**Margin comments on the Coulomb drag resistivity of two degenerate 2D layers**

**1. Premises and sign convention.** Two sheets of zero thickness lie a distance $d$ apart in a medium of permittivity $\epsilon=\epsilon_r\epsilon_0$. Sheet $i$ holds carriers of charge $z_ie$ ($z_i=\pm1$, $e>0$) and density $n_i$ in one isotropic parabolic band $\varepsilon_k=\hbar^2k^2/2m_i$ with twofold spin degeneracy. Then $k_{Fi}=\sqrt{2\pi n_i}$, $v_i=\hbar k_{Fi}/m_i$, and the density of states is $N_i=m_i/\pi\hbar^2$. There is no tunnelling, no magnetic field and no phonon exchange. The interlayer interaction is screened in the random-phase approximation (RPA) and treated in Born approximation. A sheet current density $j_1$ flows in layer 1, layer 2 carries no current and develops a field $E_2$, and

$$\rho_D=-E_2/j_1 .$$

With this sign, $\rho_D>0$ for like carriers. The opposite convention, $\rho_{21}=E_2/j_1$, is also in use.

**2. Why a drifting Fermi sea is enough.** With an energy-independent transport time $\tau_1$ the linearised Boltzmann equation gives $\delta f=-\hbar\mathbf k\cdot\mathbf u\,\partial f_0/\partial\varepsilon$. This is the linear part of $f_0(\varepsilon_k-\hbar\mathbf k\cdot\mathbf u)$, and $j_1=z_1en_1u$. Fast intralayer carrier-carrier collisions (the hydrodynamic regime) drive the distribution to the same form. In layer 2 a constant $\tau_2$ makes $j_2$ proportional to the total force on the carriers, so $j_2=0$ means

$$z_2en_2E_2+F=0,$$

where $F$ is the momentum received from layer 1 per unit time and area. The distortion of layer 2 is already of second order in the interlayer interaction, so layer 2 enters $F$ with its equilibrium distribution. An energy-dependent $\tau$ is treated in comment 9.

**3. Golden rule.** Let $U_{12}(q,\omega)$ be the screened interlayer interaction (energy times area) and $A$ the area. A carrier in layer 2 gains $(\hbar\mathbf q,\hbar\omega)$ and one in layer 1 loses it, with matrix element $U_{12}/A$. No exchange amplitude appears, because without tunnelling the two species are distinguishable. Define

$$S_i(\mathbf q,\omega)=\frac1A\sum_{\mathbf k\sigma}f_{\mathbf k}(1-f_{\mathbf k+\mathbf q})\,\delta(\hbar\omega-\varepsilon_{\mathbf k+\mathbf q}+\varepsilon_{\mathbf k}).$$

Splitting the energy delta function with an integral over $\hbar\omega$, and using $A^{-1}\sum_{\mathbf q}\to\int d^2q/(2\pi)^2$,

$$\mathbf F=\int\!\frac{d^2q}{(2\pi)^2}\,\hbar\mathbf q\;\frac{2\pi}{\hbar}\int_{-\infty}^{\infty}\!\hbar\,d\omega\,|U_{12}|^2\,S_2(\mathbf q,\omega)\,S_1^{(u)}(-\mathbf q,-\omega).$$

Two identities convert $S$ into response functions. On the energy shell $f_{\mathbf k}(1-f_{\mathbf k+\mathbf q})=(f_{\mathbf k}-f_{\mathbf k+\mathbf q})[1+n_B(\omega)]$ with $n_B=1/(e^{\hbar\omega/kT}-1)$. The retarded density response

$$\chi=\frac1A\sum_{\mathbf k\sigma}\frac{f_{\mathbf k}-f_{\mathbf k+\mathbf q}}{\hbar\omega+i0-\varepsilon_{\mathbf k+\mathbf q}+\varepsilon_{\mathbf k}}$$

therefore gives $S=-\mathrm{Im}\chi\,[1+n_B]/\pi$, where $\mathrm{Im}\chi$ is odd in $\omega$ and negative for $\omega>0$. Second, in a parabolic band the drifting sea is the resting one shifted by $m\mathbf u/\hbar$ (up to order $u^2$ in the chemical potential). The shift adds $\hbar\mathbf q\cdot\mathbf u$ to every transition energy, so $S_1^{(u)}(\mathbf q,\omega)=S_1(q,\omega-\mathbf q\cdot\mathbf u)$. With $\omega'=\omega-\mathbf q\cdot\mathbf u$ and $1+n_B(-x)=-n_B(x)$ this gives $S_1^{(u)}(-\mathbf q,-\omega)=-\mathrm{Im}\chi_1(q,\omega')\,n_B(\omega')/\pi$. Hence

$$\mathbf F=\frac2\pi\int\!\frac{d^2q}{(2\pi)^2}\,\hbar\mathbf q\int_{-\infty}^\infty\! d\omega\,|U_{12}|^2\,\mathrm{Im}\chi_2(\omega)\,\mathrm{Im}\chi_1(\omega')\,[1+n_B(\omega)]\,n_B(\omega').$$

**4. Why no derivative of $\chi_1$ or $U_{12}$ survives.** Substitute $(\mathbf q,\omega)\to(-\mathbf q,-\omega)$. The product of the two odd functions and $|U_{12}|^2$ are unchanged, $\mathbf q$ changes sign, and the thermal factor becomes $n_B(\omega)[1+n_B(\omega')]$. The mean of the two forms replaces the thermal factor by $\tfrac12[n_B(\omega')-n_B(\omega)]$. This vanishes at $u=0$, so to first order everything else is taken at $u=0$, and

$$\tfrac12[n_B(\omega')-n_B(\omega)]=\frac{\hbar\,\mathbf q\cdot\mathbf u}{8kT\sinh^2(\hbar\omega/2kT)} .$$

The angular average turns $\mathbf q(\mathbf q\cdot\mathbf u)$ into $q^2\mathbf u/2$, the measure is $q\,dq/2\pi$, and the even $\omega$ integrand gives twice the integral over $\omega>0$. The numerical factor is $\frac2\pi\cdot\frac1{2\pi}\cdot\frac12\cdot\frac18\cdot2=\frac1{8\pi^2}$. From comment 2, $\rho_D=F/(z_1z_2e^2n_1n_2u)$, so

$$\rho_D=z_1z_2\,\frac{\hbar^2}{8\pi^2e^2n_1n_2kT}\int_0^\infty\! dq\,q^3\int_0^\infty\! d\omega\,\frac{|U_{12}|^2\,\mathrm{Im}\chi_1\,\mathrm{Im}\chi_2}{\sinh^2(\hbar\omega/2kT)}.\qquad(1)$$

The prefactor $1/8\pi^2$ belongs to $\omega\in(0,\infty)$ and to a $\chi$ that contains the spin sum. Changing either convention alone costs a power of two. Equation (1) is symmetric in the layers, as Onsager reciprocity requires.

**5. Where the sign comes from.** The integrand of (1) is positive, so $\mathbf F\parallel\mathbf u$ whether the force is repulsive or attractive: friction pulls layer 2 along the particle flow of layer 1. The charges enter only through the conversions from flow to current and from force to field. For electrons driving holes, $j_1$ is antiparallel to $\mathbf u$, and the field that holds the holes back is antiparallel to $\mathbf u$ too. So $E_2\parallel j_1$ and $\rho_D<0$.

**6. The response function.** Use $\frac2A\sum_{\mathbf k}=N\int d\varepsilon\int d\theta/2\pi$ at $T\ll T_F=E_F/k$.

Static part. Relabelling $\mathbf k+\mathbf q\to-\mathbf k$ in the second term doubles the first, and $\varepsilon_{\mathbf k+\mathbf q}-\varepsilon_{\mathbf k}=(\hbar^2q/m)(q/2+k\cos\theta)$. The principal value $\int\frac{d\theta}{2\pi}(q/2+k\cos\theta)^{-1}$ is $(q^2/4-k^2)^{-1/2}$ for $k<q/2$ and zero for $k>q/2$. For $q<2k_F$ all $k<q/2$ are occupied, and

$$\chi(q,0)=-\frac{4m}{2\pi\hbar^2q}\int_0^{q/2}\frac{k\,dk}{\sqrt{q^2/4-k^2}}=-N .$$

This is Stern's result of 1967: static screening in 2D does not weaken with $q$ below $2k_F$.

Absorptive part at small $\omega$. Here $f_{\mathbf k}-f_{\mathbf k+\mathbf q}\simeq\hbar\omega\,\delta(\varepsilon-E_F)$. The energy delta function has two roots, at $\cos\theta=-q/2k_F$, each of weight $1/(\hbar vq|\sin\theta|)$. Therefore

$$\mathrm{Im}\chi=-N\,\frac{\omega}{vq}\,\frac1{\sqrt{1-q^2/4k_F^2}} .$$

Small $q$, finite $s=\omega/vq$. Then $\chi=N\int\frac{d\theta}{2\pi}\cos\theta/(s+i0-\cos\theta)$, and $\int\frac{d\theta}{2\pi}(s+i0-\cos\theta)^{-1}=-i/\sqrt{1-s^2}$ for $|s|<1$. So $\chi=-N[1+is/\sqrt{1-s^2}]$ and

$$\mathrm{Im}\,\chi^{-1}=\frac{s\sqrt{1-s^2}}{N},\qquad \mathrm{Re}\,\chi^{-1}=-\frac{1-s^2}{N}.$$

For $s>1$, $\mathrm{Im}\chi=0$.

**7. The screened interaction.** The bare interactions are $V_{11}=V_{22}=V=e^2/2\epsilon q$ and $V_{12}=z_1z_2Ve^{-qd}$. RPA is the matrix equation $U=V+V\chi U$ with diagonal $\chi$, solved by

$$U_{12}=\frac{V_{12}}{(1-V\chi_1)(1-V\chi_2)-V_{12}^2\chi_1\chi_2}.$$

The denominator contains $V_{12}^2$, so $|U_{12}|$ is the same for electron-hole and electron-electron pairs of given masses and densities. Dividing numerator and denominator by $\chi_1\chi_2$, and using $\mathrm{Im}\chi/|\chi|^2=-\mathrm{Im}\chi^{-1}$, gives a form in which every correction has its own place:

$$|U_{12}|^2\,\mathrm{Im}\chi_1\mathrm{Im}\chi_2=\frac{V_{12}^2\;\mathrm{Im}\chi_1^{-1}\,\mathrm{Im}\chi_2^{-1}}{|(V-\chi_1^{-1})(V-\chi_2^{-1})-V_{12}^2|^2}.$$

At $s\ll1$, $V-\chi_i^{-1}=V(1+q\lambda_i)$ with $\lambda_i=1/\kappa_i$. Here $\kappa_i=e^2N_i/2\epsilon=2/a_i$ is the Thomas-Fermi wave vector and $a_i=4\pi\epsilon\hbar^2/m_ie^2$ the effective Bohr radius. For $q\ll 2k_F$, $\mathrm{Im}\chi_i^{-1}=\omega/N_iv_iq$, and $V^2N_1N_2=\kappa_1\kappa_2/q^2$, so

$$|U_{12}|^2\,\mathrm{Im}\chi_1\mathrm{Im}\chi_2=\frac{\omega^2}{\kappa_1\kappa_2v_1v_2}\,\frac{e^{-2qd}}{[(1+q\lambda_1)(1+q\lambda_2)-e^{-2qd}]^2}.\qquad(2)$$

The exponential restricts $q$ to a few times $1/d$. That is why $k_Fd\gg1$ allows the small-$q$ form, and why $\kappa d\gg1$ allows $q\lambda_i\to0$. The last factor then becomes $1/4\sinh^2(qd)$, which corresponds to $|U_{12}|=e^2q/[4\epsilon\kappa_1\kappa_2\sinh qd]$. This is finite at $q\to0$ because each layer screens the other.

**8. The two integrals and the result.** From $1/\sinh^2x=4\sum_{n\ge1}ne^{-2nx}$,

$$I_p=\int_0^\infty\frac{x^p\,dx}{\sinh^2x}=\frac{4\,\Gamma(p+1)\,\zeta(p)}{2^{p+1}},$$

so $I_2=\pi^2/6$, $I_3=3\zeta(3)/2=1.803$, $I_4=\pi^4/30$, $I_5=15\zeta(5)/2$. With $x=qd$ and $y=\hbar\omega/2kT$, Eq. (1) factorises:

$$\rho_D=\frac{z_1z_2\hbar^2}{8\pi^2e^2n_1n_2kT}\cdot\frac1{4\kappa_1\kappa_2v_1v_2}\cdot\frac{3\zeta(3)}{2d^4}\cdot\Big(\frac{2kT}{\hbar}\Big)^3\frac{\pi^2}6=\frac{z_1z_2\,\zeta(3)(kT)^2}{16\,\hbar e^2n_1n_2v_1v_2\kappa_1\kappa_2d^4}.$$

Since $n=k_F^2/2\pi$ and $v=2E_F/\hbar k_F$, one has $nv=k_FE_F/\pi\hbar$, and

$$\boxed{\rho_D=z_1z_2\,\frac{\hbar}{e^2}\,\frac{\pi^2\zeta(3)}{16}\,\frac{(kT)^2}{E_{F1}E_{F2}\,k_{F1}k_{F2}\,\kappa_1\kappa_2\,d^4}}\qquad(3)$$

with $\pi^2\zeta(3)/16=0.7415$.

The masses in (3) are only apparent. The product $E_F\kappa=k_F^2e^2/4\pi\epsilon$ contains no mass, so

$$\rho_D=z_1z_2\,\frac{\hbar}{e^2}\,\frac{\pi^2\zeta(3)}{16}\Big(\frac{4\pi\epsilon\,kT}{e^2}\Big)^2\frac1{k_{F1}^3k_{F2}^3d^4}\;\propto\;\frac{T^2}{(n_1n_2)^{3/2}d^4}.$$

A heavier carrier offers more low-energy excitations and screens better, and the two effects cancel through $Nv=k_F/\pi\hbar$. The drag also falls with growing $e^2/\epsilon$, because screening overcompensates the bare coupling. The mass returns in the corrections.

**9. What low temperature means.** Degeneracy corrections are of order $(T/T_F)^2$. The stricter condition is $s\ll1$ at $\hbar\omega\sim kT$, $q\sim1/d$, that is $T\ll T_d=\hbar v/kd=2T_F/k_Fd$ for the slower layer. At $\lambda_i\to0$ comment 6 multiplies the integrand by $\sqrt{1-s^2}$ and cuts it at $s=1$. With $t=T/T_d$, $s=a/x$ and $a=2ty$, the $q$ integral becomes $g(a)=\int_a^\infty h(x)\sqrt{x^2-a^2}\,dx$ with $h=x^2/\sinh^2x$. A plain expansion in $a^2$ fails, because $\int x\,dx/\sinh^2x$ diverges at small $x$. Split at $L$ with $a\ll L\ll1$. Below $L$, $h\simeq1$ and the integral is $L^2/2-a^2/4-(a^2/2)\ln(2L/a)$. Above $L$ the root is expanded, and the antiderivative $-x\coth x+\ln\sinh x$ gives $\int_L^\infty x\,dx/\sinh^2x=1-\ln2L$. Together, $g=I_3-\frac{a^2}2[\ln(1/a)+\frac32]$. The average over the weight $y^2/\sinh^2y$ needs $\langle y^2\rangle=I_4/I_2=\pi^2/5$ and $\langle y^2\ln y\rangle/\langle y^2\rangle=d\ln I_p/dp|_{p=4}=0.749$. The relative change of $\rho_D$ is

$$-\frac{2\pi^2}{5I_3}\,t^2\Big[\ln\frac1{2t}+\frac32-0.749\Big]=-2.19\,t^2\ln\frac{1.06}{t}.$$

An energy-dependent $\tau\propto\varepsilon^p$ enters at the same order. The quantity transferred in a collision is then $\tau\mathbf v$, whose change is $\tau\hbar\mathbf q/m+\tau'\hbar\omega\,\bar{\mathbf v}$, with $\bar{\mathbf v}$ the mean of the initial and final velocity. The component of $\bar{\mathbf v}$ normal to $\mathbf q$ cancels between the two roots of comment 6, and energy conservation fixes the parallel one at $\omega/q$. The ratio of the second term to the first is $(\tau'/\tau)m\omega^2/q^2=2ps^2$. The same splitting gives $\int_a^\infty h\sqrt{x^2-a^2}\,dx/x^2\simeq\ln(1/a)$, and the relative change is $+4\times2.19\,p\,t^2[\ln(1/2t)-0.749]$.

**10. What $k_Fd\gg1$ means.** Expanding the two square roots of comment 6 gives the relative change $+\frac{I_5}{8I_3}[(k_{F1}d)^{-2}+(k_{F2}d)^{-2}]$ with $I_5/I_3=4.31$. For equal densities the product of the roots diverges as $k_F/(2k_F-q)=k_Fd/(x_0-x)$ with $x_0=2k_Fd$. Temperature cuts this off and leaves a $T^2\ln T$ term, whose weight at $\lambda_i\to0$ is $k_Fd\cdot4x_0^3e^{-2x_0}=2x_0^4e^{-2x_0}$, to be compared with $I_3$.

**11. What $\kappa d\gg1$ means.** Keeping $\lambda_i$ in (2) multiplies (3) by

$$J=\frac1{I_3}\int_0^\infty\frac{4x^3e^{-2x}\,dx}{[(1+x\lambda_1/d)(1+x\lambda_2/d)-e^{-2x}]^2}.$$

To first order the change of the integral is $-\frac{\lambda_1+\lambda_2}d\int x^4e^x\,dx/\sinh^3x$. Writing $e^x=\cosh x+\sinh x$ and integrating the first part by parts gives $2I_3+I_4$, so

$$J\simeq1-3.80\,\frac{\lambda_1+\lambda_2}{d}.$$

The coefficient is close to the exponent 4 of $d$, since each $\lambda_i$ acts much like an added distance. The condition is therefore $\kappa d\gg4$, which GaAs electrons at usual spacings meet poorly.

Two effects outside the premises shift $\lambda_i$ by similar lengths, with the opposite sign.

Well width. A carrier spread over $z$ has $V_{ii}=V\langle e^{-q|z-z'|}\rangle\simeq V(1-q\langle|z-z'|\rangle)$, so $\lambda_i\to\lambda_i-\langle|z-z'|\rangle$. If $d$ is the distance between the charge centroids, $V_{12}$ changes only at order $q^2$. For the ground state of a hard-wall well of width $w$ the cumulative distribution is $C=u-\sin(2\pi u)/2\pi$ with $u=z/w$, and $\langle|z-z'|\rangle=2w\int_0^1C(1-C)\,du=(\frac13-\frac5{4\pi^2})w=0.207\,w$.

Exchange. At $q\to0$ the static $-\chi^{-1}$, with the Hartree term removed, is $d\mu/dn$, so $\lambda=(2\epsilon/e^2)\,d\mu/dn$. The exchange shift at the Fermi surface is $\mu_x=-\int d^2k\,(2\pi)^{-2}e^2/2\epsilon|\mathbf k-\mathbf k_F|$ over the Fermi disc. In polar coordinates about a rim point the chord is $2k_F\cos\phi$, the integral of $1/|\mathbf k-\mathbf k_F|$ is $4k_F$, and $\mu_x=-e^2k_F/2\pi^2\epsilon$. With $dk_F/dn=\pi/k_F$ this gives $\lambda=1/\kappa-1/\pi k_F$. A real static shift of $\chi^{-1}$ leaves $\mathrm{Im}\chi^{-1}$ alone, so only $J$ changes. Using this $\lambda$ in (2) is an estimate beyond RPA and not a controlled expansion. It omits correlation, which is not small when $r_s=\sqrt2/ak_F$ is large.

**12. Range of validity.** Equation (3) needs, for both layers:

- $T\ll T_d=2T_F/k_Fd$, which implies $T\ll T_F$ once $k_Fd>2$.
- $k_Fd\gg1$ and $|\lambda_1+\lambda_2|\ll d/4$, with well width and exchange counted in $\lambda$.
- A mean free path $\ell\gg d$, so that transfers $q\sim1/d$ are ballistic; the expansion parameter is $d/\ell$.
- A small Born parameter $\sqrt{N_1N_2}\,|U_{12}(q\to0)|=1/(2d\sqrt{\kappa_1\kappa_2})$. The next Born term is odd in $z_1z_2$, so equal magnitudes for electron-hole and electron-electron drag hold only at lowest order, and pairing of electrons with holes lies outside the derivation.
- A parabolic, spin-degenerate band, which describes GaAs holes only roughly.
- Negligible exchange of acoustic phonons. A phonon near its mass shell has $q=\omega/c_s\lesssim kT/\hbar c_s$, and this channel loses phase space below $T_{BG}=2\hbar c_sk_F/k$; its size is not computed here.

**13. Numerical illustration.** Inputs, typical or approximate for GaAs: $\epsilon_r=12.9$, $m_1=0.067\,m_0$ (electrons), $m_2=0.35\,m_0$ (in-plane heavy holes), hole mobility $10^5$ cm$^2$/Vs, transverse sound velocity 3 km/s. Chosen: $n_1=n_2=2.0\times10^{-3}$ nm$^{-2}$ ($2.0\times10^{11}$ cm$^{-2}$), $d=40$ nm, $T=0.5$ K. Then $k_F=0.1121$ nm$^{-1}$ and $k_Fd=4.484$ in both layers.

| | electrons | holes |
|---|---|---|
| $a$ (nm) | 10.19 | 1.950 |
| $\kappa$ (nm$^{-1}$) | 0.1963 | 1.025 |
| $\kappa d$ | 7.852 | 41.02 |
| $E_F$ (meV) | 7.146 | 1.368 |
| $T_F$ (K) | 82.9 | 15.9 |
| $T_d$ (K) | 37.0 | 7.08 |
| $r_s$ | 1.24 | 6.47 |

The factors of (3) are $\hbar/e^2=4108\ \Omega$, $(kT)^2/E_{F1}E_{F2}=1.899\times10^{-4}$ and $k_F^2\kappa_1\kappa_2d^4=6475$. With $z_1z_2=-1$,

$$\rho_D=-\frac{4108\times0.7415\times1.899\times10^{-4}}{6475}\ \Omega=-89\ \mu\Omega ,$$

or $\rho_D/T^2=-0.36$ m$\Omega$/K$^2$, per square. The field in the hole layer points along the electric current of the electron layer.

The small corrections are these. With $t=0.0706$ for the holes, dynamic screening gives $-0.030$ (and $-0.09$ at 1 K), and an energy-dependent hole $\tau$ gives $+0.053\,p$. Degeneracy contributes at the order $(T/T_F)^2=0.001$. Finite $k_Fd$ gives $+0.054$, and the weight at $2k_F$ is $2.1\times10^{-4}$. The hole mean free path is $\ell=\hbar k_F\mu/e=738$ nm, so $d/\ell=0.054$. The Born parameter is 0.028, and $T_{BG}=5.1$ K is ten times $T$.

The corrections of comment 11 are not small. In plain RPA $\lambda_1=5.09$ nm and $\lambda_2=0.975$ nm. The first-order term is $-0.58$, too large to be used, and the full integral gives $J=0.61$, or $\rho_D=-55\ \mu\Omega$. The exchange length $1/\pi k_F=2.84$ nm changes the $\lambda_i$ to $2.25$ nm and $-1.86$ nm. These nearly cancel, and the integral (cut at $q=2k_F$) gives $J=0.99$. Wells of width 15 nm lower each $\lambda_i$ by a further 3.10 nm, a first-order change of $+0.59$ in $J$. For this bilayer Eq. (3) thus fixes the sign and the $T^2$ law up to about 1 K, while the magnitude, of order $-0.1$ m$\Omega$ at 0.5 K, is determined only to within about a factor of two. The powers $n^{-3}$ and $d^{-4}$ are asymptotic, since $J$ itself depends on $d$ and, through exchange, on $n$.